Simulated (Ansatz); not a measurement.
The calculation used Ansatz 0.2.0, DFT PBE, scalar-relativistic, plane waves, PAW. All cells share a 420 eV cutoff and Γ-centred k meshes spaced about 0.3 Å⁻¹ or finer (0.25 for metals, 2π included). No spin polarisation.

These are static total energies at zero pressure.

Compare these two cells of Be2S5, each relaxed at this level.

A.

```xyz
14
Lattice="6.9338 0.0000 0.0000 -3.4669 6.0048 0.0000 0.0000 0.0000 9.6462" Properties=species:S:1:pos:R:3 pbc="T T T"
Be    0.0000    0.0000    9.6196
Be    1.7326    3.0029    9.5803
Be   -1.7326    3.0029    9.5803
Be    0.0000    6.0038    9.5803
S    -1.7343    5.0045    0.0051
S     0.0000    2.0007    0.0051
S     1.7343    5.0045    0.0051
S     3.4669    2.0016    9.4614
S     1.6232    3.0661    5.6236
S     0.0000    2.1289    4.7328
S    -1.6232    3.0661    5.6236
S     0.0000    5.8776    5.6236
S    -1.6232    4.9404    4.7328
S     1.6232    4.9404    4.7328
```

B.

```xyz
7
Lattice="2.6626 -2.4158 0.0000 2.6626 2.4158 0.0000 -0.8385 0.0000 9.4326" Properties=species:S:1:pos:R:3 pbc="T T T"
Be    1.2790   -1.2324    1.1896
Be    3.2077   -1.2324    8.2431
S     1.6303   -0.2550    7.1272
S     1.5325    1.1129    5.3932
S     2.8564   -0.2550    2.3054
S     2.9542    1.1129    4.0395
S     2.6626   -2.3917    0.0000
```

**Question.** Which form is favoured at zero pressure, and by what margin per atom?

**Answer.** A is lower, by 101 meV/atom. A has space group P3m1 (No. 156), 28.7 Å³/atom and a gap of 2.21 eV on its mesh; B has space group C2 (No. 5), 17.3 Å³/atom and a gap of 0.99 eV. Counting S atoms around Be (those within 1.25 times the shortest such distance or 1.15 times the sum of covalent radii), A has Be 3 and B has Be 4. A and B both hold S–S units of three or more atoms. In A, around Be on a site of symmetry 3m lie 3 S at 2.00 Å; Be on a site of symmetry m is surrounded by 3 S at 2.00–2.01 Å; S on a site of symmetry m has 3 Be at 2.00 Å; 3 more sites not described. In B, around Be lie 4 S at 2.12–2.17 Å; around S on a site of symmetry 1 lie 2 Be at 2.12–2.17 Å and 1 S at 2.21 Å; S on a second site of symmetry 1 has 1 S at 1.96 Å and 1 S at 2.21 Å; 1 more site not described. Both come from trial cells of a structure search, whose lowest cell (P1, 28.0 Å³/atom) lies 11 meV/atom below the lower of the two.

No dispersion correction is applied, so the spacing and binding between layers, chains or molecules are poorly described (P3m1), and this can change margins and order among such cells. Kohn–Sham gaps at this level usually fall short of measured ones. With atoms moved at random, A (by 11 meV/atom) fell into a lower structure. B had no clear such test and can be a saddle point. Some candidate types were left out of the draw beforehand, so a known form may be missing.

A is better read as beryllium sulfide and elemental sulfur sharing a cell than as a polysulfide: its coordinates show nearly flat BeS sheets separated by closed S6 rings that have no bonds to Be. B is a true polysulfide, with S4 chains and isolated sulfide ions joined through Be, formally balanced as two Be²⁺, one S²⁻ and one S4²⁻.

The energy order fits the small, strongly polarising Be²⁺ ion, which binds compact S²⁻ better than a chain that spreads its charge over several atoms. The uneven S–S bonds in B, 1.96 and 2.21 Å, suggest a strained chain, and the longer ones probably lower the empty S–S σ* states and help narrow the gap.

Bulk BeS has tetrahedral Be, so the three-coordinate sheets in A are probably a product of the small search cell and the weak attraction between layers. The margin therefore points towards segregation into sulfide and sulfur, but without energies for bulk BeS and S8 it doesn't establish Be2S5 as a stable compound.
